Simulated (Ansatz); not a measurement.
Al: the change of energy above lowest point and pressure with volume scale

All results are calculated (Ansatz 0.2.0). Free energy against uniform scaling of the volume at fixed shape and fractions; periodic cell, basis, potentials, k mesh and filling as listed.

The cell before it is scaled or strained (space group Fm-3m, No. 225):
```
CELL_PARAMETERS angstrom
0.00000 2.02480 2.02480
2.02480 0.00000 2.02480
2.02480 2.02480 0.00000
ATOMIC_POSITIONS crystal
Al 0.00000 0.00000 0.00000
```

Settings of every row: functional PBE; dispersion none; potentials PAW; wave cutoff 500 eV; density cutoff 2000 eV; k mesh 12x12x12; k shift 0x0x0; occupations cold; smearing width 0.1 eV; spin none; SCF threshold exponent -10.

Limits: coarse k mesh, up to 40 meV an atom off.

| row | volume scale | V (Å³/atom) | energy above lowest point (meV/atom) | pressure (GPa) |
| --- | --- | --- | --- | --- |
| 1 | 0.88 | 14.61 | 68.1 | 12.52 |
| 2 | 0.92 | 15.274 | 27.3 | 7.36 |
| 3 | 0.96 | 15.939 | 5.8 | 3.17 |
| 4 | 1 | 16.603 | 0 | -0.29 |
| 5 | 1.04 | 17.267 | 7.4 | -3.16 |
| 6 | 1.08 | 17.931 | 25.4 | -5.45 |
| 7 | 1.12 | 18.595 | ? | ? |

Question: what energy above lowest point and pressure should row 7 give?

Worked fit of energy above lowest point. Take u = (V_r/V)^(2/3) − 1 with V_r = 16.271 Å³ an atom, which is twice the finite (Eulerian) strain; such expansions in the strain, on which the Birch-Murnaghan equation of state is built, carry the rest volume and the bulk modulus. The shown rows have u = 0.07442, 0.04306, 0.01384, -0.01338, -0.03883, -0.06271. Least squares give energy above lowest point = 1.13 + 202.2 × u + 9383 × u² meV/atom; a straight line predicts inner rows, each left out in turn, worse (root mean square 17 against 0.11 meV/atom). The rows lie off it by 0.0, 0.1, 0.1, -0.1, 0.0, 0.1. Its lowest point lies at u = -0.0108, or V = 16.54 Å³ an atom, and the curvature there gives the bulk modulus at fixed shape and fractions, B = (4/9)(1 + u)² E″(u)/V = 79.1 GPa. The withheld row has u = -0.08516, so the fit gives 1.13 + 202.2 × (-0.08516) + 9383 × (-0.08516)² = 52.0 meV/atom.

The calculation gave 51.9 meV/atom. The fit lies 0.1 meV/atom (0.15 % of the column's range) above it, one unit of the last digit. This row lies beyond the range of the fit.

Worked fit of pressure. Take u = (V_r/V)^(2/3) − 1 with V_r = 16.271 Å³ an atom, which is twice the finite (Eulerian) strain; such expansions in the strain, on which the Birch-Murnaghan equation of state is built, carry the rest volume and the bulk modulus. The shown rows have u = 0.07442, 0.04306, 0.01384, -0.01338, -0.03883, -0.06271. Least squares give pressure = 1.339 + 127.38 × u + 304.9 × u² GPa; a straight line predicts inner rows, each left out in turn, worse (root mean square 0.55 against 0.029 GPa). The rows lie off it by 0.01, -0.03, 0.01, 0.02, -0.01, 0.00. The pressure vanishes at u = -0.0108, or V = 16.54 Å³ an atom, and there the bulk modulus at fixed shape and fractions is B = −V dP/dV = (2/3)(1 + u) dP/du = 79.7 GPa. The withheld row has u = -0.08516, so the fit gives 1.339 + 127.38 × (-0.08516) + 304.9 × (-0.08516)² = -7.30 GPa.

The calculation gave -7.24 GPa. The fit lies 0.06 GPa (0.3 % of the column's range) below it; its largest miss of a shown row is 0.03 GPa. This row lies beyond the range of the fit.
